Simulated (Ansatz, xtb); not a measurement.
# Two isomers of C6H7PS

We compare X, `CSC1=CC=CP=C1`, a singlet, with Y, `C=CC1=PC(C)=CS1`, a singlet. Both are isolated molecules in the gas phase, relaxed with B3LYP/def2-SVP; the shapes shown needn't be the lowest conformers.

X (Å):

```xyz
15

C    -2.3621   -1.7000   -0.5196
C     0.1660   -0.4954   -0.0589
C     1.0839    0.5718   -0.1650
C     2.3705    0.5284    0.3686
C     2.8906   -0.5680    1.0628
C     0.4939   -1.6855    0.5997
P     2.0207   -2.0411    1.3680
S    -1.4120   -0.1854   -0.8278
H    -2.5078   -1.8800    0.5560
H    -3.3427   -1.5272   -0.9852
H    -1.8967   -2.5786   -0.9904
H     0.7684    1.4770   -0.6919
H     3.0040    1.4114    0.2307
H     3.9151   -0.5028    1.4438
H    -0.2507   -2.4836    0.6555
```

Y (Å):

```xyz
15

C    -2.5509   -1.9972    1.7350
C    -1.8451   -0.9125    1.3678
C    -0.5778   -0.8769    0.6476
C     1.6170   -0.2136   -0.5801
C     2.7507    0.5661   -1.2005
C     1.5631   -1.5820   -0.5933
P     0.2375    0.5955    0.2309
S     0.2077   -2.3450    0.1535
H    -2.2170   -3.0153    1.5125
H    -3.4947   -1.8942    2.2753
H    -2.2401    0.0775    1.6241
H     3.2632    1.1950   -0.4538
H     3.5008   -0.1046   -1.6468
H     2.3887    1.2414   -1.9934
H     2.3135   -2.2390   -1.0415
```

Quicker runs give these differences E(Y) − E(X): GFN2-xTB +32.9 kJ/mol; HF/STO-3G +66.1 kJ/mol (at GFN2-xTB geometries); r2SCAN-D4/def2-SVP +38.3 kJ/mol (at GFN2-xTB geometries).

Problem. Estimate E(Y) − E(X) at the level CCSD(T)/def2-SVP + ΔMP2/def2-TZVPP.

Solution. Calculated at CCSD(T)/def2-SVP + ΔMP2/def2-TZVPP: E(Y) − E(X) = +30.5 kJ/mol, so structure X lies lower.

Level by level:

| level | geometry | E(Y) − E(X) (kJ/mol) | departure from the last row (kJ/mol) | job, with rough time for the two |
| --- | --- | --- | --- | --- |
| GFN2-xTB | GFN2-xTB | +32.9 | +2.4 | optimisation, 0.35 s |
| HF/STO-3G | GFN2-xTB | +66.1 | +35.6 | single point, 0.52 s |
| r2SCAN-D4/def2-SVP | GFN2-xTB | +38.3 | +7.8 | single point, 5 s |
| B3LYP/def2-SVP | B3LYP/def2-SVP | +42.8 | +12.3 | optimisation, 40 s |
| HF/def2-SVP | B3LYP/def2-SVP | +53.2 | +22.7 | part of the CCSD(T) run |
| MP2/def2-SVP | B3LYP/def2-SVP | +31.4 | +0.9 | part of the CCSD(T) run |
| CCSD(T)/def2-SVP | B3LYP/def2-SVP | +28.7 | −1.8 | single point |
| CCSD(T)/def2-SVP + ΔMP2/def2-TZVPP | B3LYP/def2-SVP | +30.5 |  | single point, 1.9 min |

As drawn, both hold the same kinds of bond in the same numbers. Structure X has a 6-membered ring, Y a 5-membered ring.

None of the levels shown reverses the order. The largest departure from CCSD(T)/def2-SVP + ΔMP2/def2-TZVPP is that of HF/STO-3G, 35.6 kJ/mol. The last row adds to CCSD(T) the change of the MP2 difference between the two basis sets, here +1.8 kJ/mol.

With thermal terms from frequencies at re-optimised GFN2-xTB minima (ideal gas, soft modes damped towards free rotors, one conformer each, 298.15 K, 1 atm): the zero-point term adds −2.1 kJ/mol; ΔH is +29.9 and ΔG +26.5 kJ/mol.

The correlated steps freeze 16 core orbitals. Codes used: Ansatz 0.2.0, xtb 6.7.1; the last row on 4 threads of Arm Neoverse V1 on a shared host.

The methylthio-substituted phosphinine X lies below the vinyl- and methyl-substituted 1,3-thiaphosphole Y, and the thermal terms narrow the gap without closing it. Since the formal bond types balance, the preference probably reflects mainly π delocalisation. X has a benzene-like sextet, with one π electron from each ring atom, including phosphorus. Y completes its sextet with a sulfur lone pair, which is delocalised less evenly around the ring. Conjugation with the coplanar vinyl group should recover part of this deficit in Y, while in X the exocyclic sulfur can also donate into the ring.

Electron correlation favours Y: in the same basis and at the same geometries, the gap falls from +53.2 kJ/mol with HF to +28.7 kJ/mol with CCSD(T). MP2 already captures most of that shift, which suggests that it is largely dynamic correlation, perhaps greater in the compact, sulfur-containing ring. The energy difference isn't a measure of relative aromaticity, because ring size, sulfur position and substituents all change together.
